Dear colleague,

The 1sσ binding energy you want for the closest C⁵⁺ + H⁺ approaches is that of the one-electron quasi-molecule CH⁶⁺ near its united atom N⁶⁺. It can be had analytically well beyond the $R^2$ term. I first use perturbation theory, which shows where the $R^2$ and $R^3$ terms come from. I then use the separated equations, which confirm both and give the $R^4$ and $R^5\ln R$ terms.

**Premises and notation**

One electron, nonrelativistic, two clamped point nuclei of charges $Z_a$, $Z_b$ a distance $R$ apart; atomic units (hartree $E_h$, bohr):
$$H=-\tfrac12\nabla^2-\frac{Z_a}{r_a}-\frac{Z_b}{r_b}.$$
$E_{el}$ is its lowest eigenvalue, without the repulsion $Z_aZ_b/R$. I write $Z=Z_a+Z_b$, $s=ZR$, $\mu=Z_aZ_b/Z^2\le 1/4$. The result is
$$E_{el}=-\frac{Z^2}{2}+Z_aZ_b\Big\{\tfrac23 s^2-\tfrac23 s^3+\tfrac25\Big(1-\tfrac{64}{27}\mu\Big)s^4-\tfrac{8}{45}\Big[1-\tfrac{199}{12}\mu+5\mu(\ln 2s+\gamma)\Big]s^5\Big\}+\dots\quad(1)$$
with $\gamma$ Euler's constant and a remainder of order $s^6$, up to logarithms. For H₂⁺ ($Z=2$, $\mu=1/4$) it begins $-2+\tfrac83R^2-\tfrac{16}{3}R^3+\tfrac{352}{135}R^4$.

**1. First order**

Put the origin at the centre of nuclear charge, so the nuclei lie on opposite sides at distances $a=Z_bR/Z$ and $b'=Z_aR/Z$. Write $H=H_0+V$, with $H_0$ the hydrogenic ion of charge $Z$ and $V=Z/r-Z_a/r_a-Z_b/r_b$. The unperturbed density is $\rho=\rho_0e^{-2Zr}$, $\rho_0=Z^3/\pi$. By the shell theorem $\langle 1/|\mathbf r-\mathbf d|\rangle$ depends only on $d$:
$$\phi(d)=\frac1d-e^{-2Zd}\Big(Z+\frac1d\Big)=Z-\tfrac23Z^3d^2+\tfrac23Z^4d^3-\tfrac25Z^5d^4+\tfrac{8}{45}Z^6d^5-\dots\quad(2)$$
Since $\langle Z/r\rangle=Z\phi(0)$, we have $E^{(1)}=Z_a[Z-\phi(a)]+Z_b[Z-\phi(b')]$. The moments needed are
$$M\equiv Z_aa^2+Z_bb'^2=\frac{Z_aZ_b}{Z}R^2,\qquad Z_aa^3+Z_bb'^3=\frac{Z_aZ_b}{Z}(1-2\mu)R^3,$$
the second from $Z_a^2+Z_b^2=Z^2(1-2\mu)$. Hence
$$E^{(1)}=\tfrac23Z_aZ_bs^2-\tfrac23Z_aZ_b(1-2\mu)s^3+O(s^4).\quad(3)$$
The first term equals $\tfrac{2\pi}{3}\rho_0M$, Bingel's term (1959): by Poisson's equation a spherical cloud's potential falls from its central value by $\tfrac{2\pi}{3}\rho_0d^2$. The cubic term comes from the cusp, the part $-2Zr\rho_0$ of the density.

**2. Second order reaches down to $R^3$**

One might expect the second order to start at $(R^2)^2$. It does not, because $V$ is not small; it is of size $Z/R$ in a volume $R^3$. Its monopole and dipole vanish, so outside that volume it falls as $-MP_2(\cos\theta)/r^3$. The $n$th order contains $n$ volume integrals over $V$, each scaling as $R^2$, and $n-1$ Green's functions, which at short range are the free one, $1/(2\pi|\mathbf r-\mathbf r'|)\sim1/R$. So order $n$ starts at $R^{n+1}$. The $R^3$ term needs $n=1,2$, and nothing higher.

To leading order in $E^{(2)}=-\langle V\psi_0|G'|V\psi_0\rangle$ ($G'$ the reduced resolvent of $H_0$) we may set $\psi_0^2\to\rho_0$ and $G'\to 2/k^2$ in momentum space, since momenta $k\sim1/R\gg Z$ dominate; what this drops is smaller by a factor $s$, up to a possible logarithm. With charges $q_i=(Z_a,Z_b,-Z)$ at positions $\mathbf r_i$, $\tilde V=-4\pi\sum_iq_ie^{-i\mathbf k\cdot\mathbf r_i}/k^2$, and averaging over directions of $\mathbf k$,
$$E^{(2)}=-32\pi^2\rho_0\sum_{ij}q_iq_j\frac1{2\pi^2}\int_0^\infty\frac{dk}{k^4}\,\frac{\sin kd_{ij}}{kd_{ij}},\qquad d_{ij}=|\mathbf r_i-\mathbf r_j|,$$
the sum being taken before the integral. Now $\sum q_iq_j=0$ and $\sum q_iq_jd_{ij}^2=2\sum q_i\sum q_jr_j^2-2|\sum q_i\mathbf r_i|^2=0$, so we may subtract $1-k^2d_{ij}^2/6$ from each term without changing the sum. Each integral then converges and, from $\int_0^\infty(\sin t-t+t^3/6)\,t^{-5}dt=\pi/48$, contributes $d_{ij}^3/(96\pi)$, the factor $1/2\pi^2$ included. Further,
$$\sum_{ij}q_iq_jd_{ij}^3=2\big[Z_aZ_bR^3-Z(Z_aa^3+Z_bb'^3)\big]=4\mu Z_aZ_bR^3,$$
so that
$$E^{(2)}=-\tfrac{\pi}{3}\rho_0\cdot4\mu Z_aZ_bR^3=-\tfrac23Z_aZ_b(2\mu)s^3+\dots\quad(4)$$
Added to (3), this turns $1-2\mu$ into 1. The second order supplies the fraction $2\mu$ of the cubic term: one half for H₂⁺, $12/49$ for CH⁶⁺.

**3. The separated equations**

Going on this way would need third order for $R^4$ and fourth for $R^5$. The two-centre problem separates, which is shorter. Let $\xi=(r_a+r_b)/R$, $\eta=(r_a-r_b)/R$. The ground state is nodeless and independent of the azimuth, and for such functions
$$\nabla^2=\frac{4}{R^2(\xi^2-\eta^2)}\big[\partial_\xi(\xi^2-1)\partial_\xi+\partial_\eta(1-\eta^2)\partial_\eta\big],\qquad \frac{Z_a}{r_a}+\frac{Z_b}{r_b}=\frac{2\,(s\,\xi+b\,\eta)}{R^2(\xi^2-\eta^2)},$$
with $b=(Z_b-Z_a)R$, so $b^2=\kappa s^2$, $\kappa=1-4\mu$. Define $p^2=-E_{el}R^2/2$, multiply the Schrödinger equation by $-R^2(\xi^2-\eta^2)/2$ and set $\psi=X(\xi)Y(\eta)$, with separation constant $\lambda$:
$$[(1-\eta^2)Y']'+[\lambda+b\eta-p^2(1-\eta^2)]Y=0,\qquad[(\xi^2-1)X']'+[s\xi-\lambda-p^2(\xi^2-1)]X=0.$$
Define $\sigma$ by $s=2p(1+\sigma)$. Then, exactly,
$$E_{el}=-\frac{Z^2}{2(1+\sigma)^2}.\quad(5)$$

*Angular equation.* Here $\lambda-p^2$ is the lowest eigenvalue of $l(l+1)-b\eta-p^2\eta^2$ in normalised Legendre functions. The perturbation is bounded and the levels $0,2,6,\dots$ are well separated, so $\lambda$ is analytic in $b$ and $p^2$; the symmetry $\eta\to-\eta$ makes it even in $b$. The elements are $\eta_{01}=1/\sqrt3$, $\eta_{12}=2/\sqrt{15}$, $(\eta^2)_{00}=1/3$, $(\eta^2)_{11}=3/5$, $(\eta^2)_{02}=2/(3\sqrt5)$. First order gives $-p^2/3$. Second order gives $-b^2/6$ and $-(4/45)p^4/6$. The $b^2p^2$ term is third order: the path $0110$ gives $-1/20$, the paths $0120$ and $0210$ together $-2/135$, the renormalisation term $+1/36$, in sum $-1/27$. The $b^4$ term is fourth order: the path $01210$ gives $-1/270$ and the renormalisation term $+1/72$, in sum $11/1080$. Thus
$$\lambda=\tfrac23p^2-\tfrac16b^2-\tfrac2{135}p^4-\tfrac1{27}b^2p^2+\tfrac{11}{1080}b^4+O(R^6).\quad(6)$$

*Radial equation.* Put $X=e^{-p\xi}u$ and $w=e^{-2p\xi}$. The $p^2$ terms cancel and
$$[w(\xi^2-1)u']'+w\,[2p\sigma\xi-\lambda]\,u=0.\quad(7)$$
For $\lambda=0$ the nodeless solution is $u=1$, $\sigma=0$. I expand in $\lambda=O(R^2)$ at fixed $p$: $u=1+u_1+\dots$, $\sigma=\sigma_1+\sigma_2+\dots$ Integrating (7) over $1\le\xi<\infty$ removes the derivative term (regularity at $\xi=1$, decay of $w$), leaving $\int w(2p\sigma\xi-\lambda)u=0$. With $\int w=e^{-2p}/2p$ and $\int w\xi=e^{-2p}(1+2p)/4p^2$, first order gives $\sigma_1=\lambda/(1+2p)$. For $u_1$ integrate only up to $\xi$:
$$F(\xi)=\int_1^\xi w\,(2p\sigma_1t-\lambda)\,dt=-\sigma_1(\xi-1)\,w(\xi),$$
as differentiation confirms. From $w(\xi^2-1)u_1'=-F$ follows $u_1=\sigma_1\ln(\xi+1)$. The second-order condition is $2p\sigma_2\int w\xi=-\int F'u_1=\int Fu_1'$, and
$$\int Fu_1'=-\sigma_1^2\int_1^\infty w\,\frac{\xi-1}{\xi+1}\,d\xi=-\sigma_1^2\,\frac{e^{-2p}}{2p}\,J,\qquad J=1-4p\,e^{4p}E_1(4p),$$
where $E_1(x)=\int_x^\infty e^{-t}dt/t=-\gamma-\ln x+O(x)$. Therefore
$$\sigma=\frac{\lambda}{1+2p}-\frac{\lambda^2J}{(1+2p)^3}+O(\lambda^3)=\frac{\lambda}{1+2p}-\lambda^2\big[1-6p+4p(\ln4p+\gamma)\big]+\dots\quad(8)$$
The $\lambda^3$ term is $O(R^6)$, because its coefficient stays finite as $p\to0$: in the variable $p\xi$ the radial equation then becomes the Coulomb equation with angular momentum $\nu$, $\nu(\nu+1)=\lambda$, whose lowest state has $\sigma=\nu=\lambda-\lambda^2+2\lambda^3-\dots$, in accord with (8) at $p=0$.

*Assembly.* At lowest order $p=s/2$, so $\lambda=s^2/6-\kappa s^2/6=\tfrac23\mu s^2$ and $\sigma=\tfrac23\mu(s^2-s^3)+\dots$ Feed this back through $p=\tfrac s2(1-\sigma+\dots)$. Then $\tfrac23p^2=\tfrac16s^2-\tfrac29\mu(s^4-s^5)$, and the quartic terms of (6) give $(11\kappa^2-10\kappa-1)s^4/1080=(-\tfrac2{45}\mu+\tfrac{22}{135}\mu^2)s^4$, so
$$\lambda=\tfrac23\mu s^2+\big(-\tfrac4{15}\mu+\tfrac{22}{135}\mu^2\big)s^4+\tfrac29\mu s^5 .$$
With $1/(1+2p)=1-s+s^2-(1-\tfrac23\mu)s^3$, $\lambda^2=\tfrac49\mu^2s^4$ and $L=\ln2s+\gamma$ (as $\ln4p=\ln2s+O(s^2)$), (8) yields
$$\sigma=\tfrac23\mu(s^2-s^3)+\big(\tfrac25\mu-\tfrac{38}{135}\mu^2\big)s^4+\big(-\tfrac8{45}\mu+\tfrac{218}{135}\mu^2-\tfrac89\mu^2L\big)s^5.$$
Finally (5) gives $E_{el}/Z^2=-\tfrac12+\sigma-\tfrac32\sigma^2+O(s^6)$, with $-\tfrac32\sigma^2=-\tfrac23\mu^2s^4+\tfrac43\mu^2s^5$. The $\mu^2$ coefficients become $-\tfrac{128}{135}$ at $s^4$ and $\tfrac{398}{135}-\tfrac89L$ at $s^5$, which is (1). The $s^2$ and $s^3$ terms agree with (3) plus (4). There is a second test: for $Z_b\ll Z_a$, first order in $Z_b$ about nucleus $a$ gives $-Z_a^2/2-Z_b\phi(R)$, with $Z_a$ for $Z$ in (2), and the terms of (1) linear in $\mu$ reproduce the coefficients of (2). The logarithm was found by Byers Brown and Steiner (1966).

**4. What the logarithm means**

The term $-\tfrac89\mu Z_aZ_bs^5\ln s$ makes the fifth derivative of $E_{el}$ diverge at $R=0$ whenever both charges are nonzero, so no Taylor series in $R$ exists. It collects the region between the two lengths, $R\ll r\ll1/Z$, and the picture of section 2 accounts for its order. Seen from that region, the spherical part of $V$ is a contact potential of strength $c=\tfrac{2\pi}3M$. Near the origin $G'(r,0)=1/(2\pi r)-(Z/\pi)\ln r+\dots$, the logarithm being what cancels the $r^{-2}$ term from $-Z/r$ acting on $1/(2\pi r)$. In second order this gives $+(Z/\pi)\rho_0c^2\ln R=\tfrac{4\pi}9Z\rho_0M^2\ln R$, of order $R^4\ln R$. The quadrupole tail induces $\psi_1=\psi_0fP_2$ with $-\tfrac12(f''+2f'/r-6f/r^2)+Zf'=M/r^3$, solved by $f=\tfrac M3(1/r+Z/3)$. Its energy is $-\tfrac{4\pi}{15}\rho_0M^2\int_{\sim R}e^{-2Zr}(r^{-2}+\tfrac Z3r^{-1})dr$; the $1/r$ part of the integrand is $-\tfrac53Z/r$, which gives $-\tfrac{4\pi}9Z\rho_0M^2\ln R$. The two cancel. But the contact strength that reproduces the energy through $R^3$ is $c(1-s)$, while the tail keeps its $M$, and the leftover $-2s\cdot\tfrac{4\pi}9Z\rho_0M^2\ln R=-\tfrac89\mu Z_aZ_bs^5\ln R$ is the term in (1). Take this as an interpretation; section 3 is the derivation.

**5. An exact reference**

To test (1) one solves both equations numerically. The angular $\lambda$ comes from diagonalising the Legendre matrix above. For the radial one, Jaffé's form $u=(\xi+1)^\sigma\sum_ng_ny^n$, $y=(\xi-1)/(\xi+1)$, turns (7) into
$$(1-y)^2(yg')'+2\sigma y(1-y)g'-4pyg'+[\sigma^2y+\sigma(1+2p)-\lambda]g=0,$$
whose coefficients obey
$$(n+1)^2g_{n+1}-\big[2n^2+(4p-2\sigma)n+\lambda-\sigma(1+2p)\big]g_n+(n-1-\sigma)^2g_{n-1}=0 .$$
Thus $\lambda$ is the highest eigenvalue of a tridiagonal matrix, which rescaling makes symmetric with off-diagonal elements $(n+1)(n-\sigma)$, and $\sigma$ is adjusted until the two values of $\lambda$ coincide.

**6. Range of validity**

The expansion parameter is $s=ZR$, the separation in units of the united-atom 1s radius, not $R$ itself, and (1) is an expansion for $s\ll1$. The quartic term relative to the quadratic one is $\tfrac35(1-\tfrac{64}{27}\mu)s^2$; for CH⁶⁺ this is $0.426\,s^2$, so the formula cut after $R^3$ holds the shift from N⁶⁺ to about 1 % only for $s\lesssim0.15$, that is $R\lesssim0.022$ bohr. Unequal charges weaken the logarithm, which carries an extra factor $\mu$, but not the power terms linear in $\mu$. The derivation applies to the nodeless ground state only; excited united-atom levels are degenerate and need their own treatment. It also assumes $R$ far above nuclear sizes, $(Z\alpha)^2\ll1$, and a collision slow enough for the electron to follow the clamped-nucleus level.

**7. CH⁶⁺ at $R=0.05$ bohr**

Here $Z_a=6$, $Z_b=1$, $Z=7$, $\mu=6/49=0.1224$, $s=0.35$, $L=0.2205$. The united-atom energy is $-24.5\,E_h$, a binding of 666.7 eV. The numerical solution gives $\sigma=0.007156$, $p=0.1738$, $\lambda=0.00967$ and $E_{el}=-24.1531\,E_h$: a binding of 657.2 eV and an upward shift of $0.3469\,E_h$, or 9.44 eV. In hartree:

| last order kept | term | partial sum | error against exact |
|---|---|---|---|
| $R^2$ | $+0.4900$ | $-24.0100$ | $+0.1431$ |
| $R^3$ | $-0.1715$ | $-24.1815$ | $-0.0284$ |
| $R^4$ | $+0.0256$ | $-24.1559$ | $-0.0029$ |
| $R^5$, with logarithm | $+0.0050$ | $-24.1509$ | $+0.0022$ |

The cubic formula misses 8 % of the shift, and the fifth-order term barely improves on the fourth, so this $s$ lies near the edge of usefulness. Of the cubic term, $-0.1295$ is first order and $-0.0420\,E_h$ (1.14 eV) second order; even with charges six to one, that piece exceeds the whole $R^4$ term. The part of the last term proportional to $\ln2s$ is $+0.0012\,E_h$, or 0.033 eV, though how one divides logarithm from constant depends on the scale written inside it.

Three omissions matter at that level. The leading relativistic shift of a 1s level of charge 7 is $-Z^4\alpha^2/8=-0.0160\,E_h$. Most of it is independent of $R$, but relativity also changes the density near the nuclei by a relative amount of order $(Z\alpha)^2=0.0026$, hence the shift by roughly $9\times10^{-4}\,E_h$, which rivals the logarithm. Finite nuclear mass, for a total of approximately 13 u, raises the level by about $0.0010\,E_h$ in the united-atom limit. And at this distance (2646 fm, so nuclear size is irrelevant) the repulsion is $120\,E_h$, or 3.27 keV, so the nuclei pass through quickly and non-adiabatic coupling must be judged from your collision velocity. The $R^2$, $R^3$ and $R^4$ terms are what a binding energy at the level of a few tenths of an eV depends on; the logarithm governs the analytic structure of the curve but cannot be isolated without the relativistic and mass corrections.